**Forecasting the two coarsest k-point meshes for hexagonal TiO**

How wrong do the energy, pressure and gap of this small-gap TiO become when the k-point mesh is cut to 3×3×2, or to the single point 1×1×1? The finer meshes should contain enough information for a forecast. The cell is of the tungsten carbide type, with Ti in a trigonal prism of O; ordinary TiO has a rocksalt-related structure and is metallic, so the gap here belongs to this computed cell only. The cell is also strongly stretched: its pressure on the dense meshes is about −40 GPa. Atoms and cell stay fixed, so each energy or pressure error is the change relative to the 18×18×14 reference mesh.

k-point mesh errors for TiO (P-6m2, 2 atoms per cell, a = 3.031 Å, c = 3.238 Å) at fixed atoms and cell, relative to an 18×18×14 mesh. Ansatz 0.2.0, r2SCAN, plane-wave PAW, scalar-relativistic, no spin polarisation, 500 eV cutoff, Gaussian smearing of 0.01 eV. Meshes are Gamma-centred, energies are taken at zero smearing, and pressure is positive in compression.

| k mesh | energy less reference (meV/atom) | pressure less reference (GPa) | irreducible k points | gap on mesh (eV) |
| --- | --- | --- | --- | --- |
| 1x1x1 | ? | ? | ? | ? |
| 3x3x2 | ? | ? | ? | ? |
| 3x3x4 | 25 | 0.216 | 9 | 0.179 |
| 6x6x4 | 0.032 | 0.038 | 21 | 0.169 |
| 6x6x6 | -0.934 | 0.002 | 28 | 0.169 |
| 12x12x8 | 0.015 | 0.001 | 95 | 0.172 |
| 12x12x10 | 0.013 | 0.001 | 114 | 0.172 |
| 12x12x12 | 0.012 | 0.001 | 133 | 0.172 |
| 18x18x12 | 0 | 0 | 259 | 0.172 |

**What a mesh cannot see**

A crystal's energy per cell is an average over all electron wavevectors, and a mesh replaces that average by a few samples. In real space, a mesh with $n$ divisions along an axis cannot tell a cell from its image $n$ cells away. Whatever electronic coupling reaches that image is counted as if it belonged to the cell itself. In an insulator such coupling dies off roughly exponentially with distance, so each added division removes a large share of the error. In a metal the occupation jumps at the Fermi surface, and convergence is typically slower and more erratic.

The known rows show the steep fall. From 3×3×4 to 6×6×4, with the sampling along $c$ unchanged, the energy error drops from 25 to 0.032 meV/atom. In-plane sampling therefore dominates the error of 3×3×4.

**A mesh that looks too good**

The finer 6×6×6 mesh has a larger energy error than 6×6×4, namely −0.934 meV/atom. The likely reading is that 6×6×4 carries two errors of opposite sign, one from the plane and one from the axis, which nearly cancel. Pressure fits this: its error falls from 0.038 to 0.002 GPa when the axis is refined, so the axial sampling of 6×6×4 was not yet converged. That alone does not show opposite signs in the energy. Energies on 12×12×4 and 6×6×8 meshes would test the cancellation directly, but they are not in the table.

For choosing a mesh, this means that one small energy error is weak evidence of convergence. Each axis should be refined separately, and a second quantity should be watched. Pressure can mislead too: at 6×6×6 its error is tiny only because the stress errors, −0.14 GPa along each in-plane direction and +0.29 GPa along the axis, cancel in the average. The separate stress components are the safer check.

**From images to a number**

I give every image at distance $L$ a weight $e^{-\kappa L}$, where $\kappa$ is the decay rate. The nearest shell around a cell has 6 images in the plane, 2 along the axis and 12 on the diagonals. The magnitudes at 3×3×4 and 6×6×6 set the decay rate, since doubling the in-plane divisions lengthens that distance by $3a = 9.09$ Å:

$$\kappa=\frac{\ln(25/0.934)}{9.09\ \text{Å}}=0.36\ \text{Å}^{-1}.$$

For 3×3×2 the three distances are 9.09, 6.48 and 11.16 Å; for 3×3×4 they are 9.09, 12.95 and 15.83 Å. The summed weights are

$$S_{332}=6(0.0374)+2(0.0962)+12(0.0177)=0.629,$$
$$S_{334}=6(0.0374)+2(0.0093)+12(0.0033)=0.282.$$

Scaling the 3×3×4 error by their ratio gives $25\times0.629/0.282\approx56$ meV/atom.

With one k point, even adjacent cells are confused with each other, and images far beyond the first shell matter. The sum then becomes an integral over space divided by the cell volume $V=2\times12.88$ Å$^3$, less the cell itself: $8\pi/(\kappa^3V)-1\approx19.7$. The same scaling gives about 1.7 eV/atom. This leans high, because the 3×3×4 sum it is scaled by still stops at the first shell.

The model predicts sizes, not signs. I take both energy errors as positive because that of 3×3×4, the coarsest known mesh, is. The sign has changed by 6×6×6, so this is an assumption. I scale pressure with energy, using their ratio at 3×3×4.

**Gap and point count**

On every known mesh the highest filled and the lowest empty state both lie at $(0,0,1/2)$, in units of the reciprocal axes. The 3×3×2 mesh contains this point too, so its gap should stay close to that of the dense meshes, with a small shift scaled from 3×3×4. (A still smaller gap between mesh points cannot be ruled out.) The single point at the zone centre misses the band edges and samples another direct gap, in a badly sampled electron density, so there I can offer only a weak guess.

The point count follows from symmetry. The 9 irreducible points of 3×3×4 are 3 in each of 3 distinct planes; 3×3×2 has 2 such planes.

**Forecasts**

- 3×3×2: energy error +56 meV/atom (19 to 167), pressure error +0.48 GPa (0.16 to 1.4), gap 0.19 eV (0.05 to 0.35), 6 irreducible points.
- 1×1×1: energy error +1.7 eV/atom (0.58 to 5.2), pressure error +15 GPa (5 to 45), gap 1 eV (0.2 to 4), 1 irreducible point.

The ranges for energy and pressure are a factor of three either way. That is a judgement, not a statistical error bar, and an accidental cancellation could defeat it.

**The computed values**

The withheld rows as computed:

| k mesh | energy less reference (meV/atom) | pressure less reference (GPa) | irreducible k points | gap on mesh (eV) |
| --- | --- | --- | --- | --- |
| 1x1x1 | 1840 | 28.2 | 1 | 3.368 |
| 3x3x2 | 43.9 | 0.343 | 6 | 0.180 |

All values fall within their ranges, and the point counts are exact. For 3×3×2 the energy error is 43.9 meV/atom, so the forecast was somewhat too high. The pressure forecast was too high as well, 0.48 against 0.343 GPa, and the gap forecast was too high by less than 0.01 eV. Simply adding an in-plane and an axial error, without diagonal images, would have given 34 meV/atom, about as close from the other side. This row therefore does not show how much the diagonals matter.

The single-point mesh separates the two estimates. Its error is 1.84 eV/atom, near the image sum, whereas the additive estimate gives only 0.25 eV/atom. Confusing a cell with all its images at once costs far more than the separate axes suggest. The additive estimate leaves out both the diagonals and all farther images, and this row does not show which of them matters more. The close agreement still doesn't prove one exponential law, because the true couplings have signs and directions that the model ignores.

The pressure error at 1×1×1 is 28.2 GPa, almost twice the central forecast. The energy-to-pressure ratio of 3×3×4 did not carry over, and the stresses show why it was a poor guide. At 3×3×4 their errors partly cancel in the pressure, −0.84 GPa along each in-plane direction against +2.3 GPa along the axis. At the single point both are positive, near 28 and 29 GPa, and nothing cancels.

The gap is the clearest miss of a central value: 3.37 eV instead of 1 eV. One k point makes a solution with a gap of 0.172 eV on dense meshes look like a wide-gap insulator. The band edges at $(0,0,1/2)$ are simply not on this mesh, which reports the gap at the zone centre instead. The badly sampled density may shift that gap as well, and a different electronic state at this mesh cannot be excluded. At 3×3×2 the gap is already 0.18 eV, although the energy is still tens of meV per atom off, so a settled gap does not certify the energy.

**Where the picture stops**

The model fails on fine meshes. It misses the near-cancellation at 6×6×4, and at 12×12×12 it gives about a tenth of the small computed error. That error barely changes from 12×12×8 to 12×12×12, which points to an in-plane error that decays more slowly than assumed. The zero at 18×18×12 cannot show that the in-plane error is gone, because the reference mesh has the same in-plane divisions. The analysis printed below lists these misfits.

The fast convergence also belongs to a solution held non-magnetic. Titanium here formally keeps two d electrons, so a magnetic state is possible but untested, and its gap could differ. If the gap closed, the exponential argument would go with it.

Printed output of the fit:

```
decay rate from 3x3x4 and 6x6x6 magnitudes, per angstrom: 0.3615
decay rate from 6x6x6 to 12x12x12 magnitudes, per angstrom: 0.2394
energy change from 6x6x6 to 6x6x4, meV/atom: 0.966
energy drop from 3x3x4 to 6x6x4, meV/atom: 24.97
rival additive forecast for 3x3x2, meV/atom: 34.07
rival additive forecast for 1x1x1, meV/atom: 247.4
energy error in meV/atom, image model:
       row   forecast        low       high  computed       miss
     1x1x1       1742      580.7       5226      1840     -97.97
     3x3x2      55.74      18.58      167.2      43.9      11.84
     3x3x4         25      8.333         75        25          0
     6x6x4      2.716     0.9055      8.149     0.032      2.684
     6x6x6      0.971     0.3237      2.913    -0.934      1.905
   12x12x8    0.01634   0.005446    0.04902     0.015   0.001339
  12x12x10   0.002523  0.0008409   0.007568     0.013   -0.01048
  12x12x12   0.001182  0.0003939   0.003545     0.012   -0.01082
  18x18x12  0.0001422   4.74e-05  0.0004266         0  0.0001422
other results:
       row  forecast GPa  computed GPa  forecast gap eV  computed gap eV  forecast points  computed points
     1x1x1         15.05          28.2                1            3.368                1                1
     3x3x2        0.4816         0.343           0.1876             0.18                6                6
     3x3x4         0.216         0.216            0.179            0.179                9                9
     6x6x4       0.02347         0.038           0.1728            0.169               21               21
     6x6x6      0.008389         0.002           0.1723            0.169               28               28
   12x12x8     0.0001412         0.001            0.172            0.172               95               95
  12x12x10      2.18e-05         0.001            0.172            0.172              114              114
  12x12x12     1.021e-05         0.001            0.172            0.172              133              133
  18x18x12     1.229e-06             0            0.172            0.172              259              259
computed over forecast energy error, 3x3x2: 0.7876
computed over forecast energy error, 1x1x1: 1.056
computed energy error of 3x3x2 over that of 3x3x4: 1.756
pressure miss for 3x3x2, forecast less computed, GPa: 0.1386
pressure miss for 1x1x1, forecast less computed, GPa: -13.15
gap miss for 3x3x2, forecast less computed, eV: 0.007606
gap miss for 1x1x1, forecast less computed, eV: -2.368
model over computed energy error, 6x6x4: 84.89
computed over model energy error, 12x12x12: 10.16
```
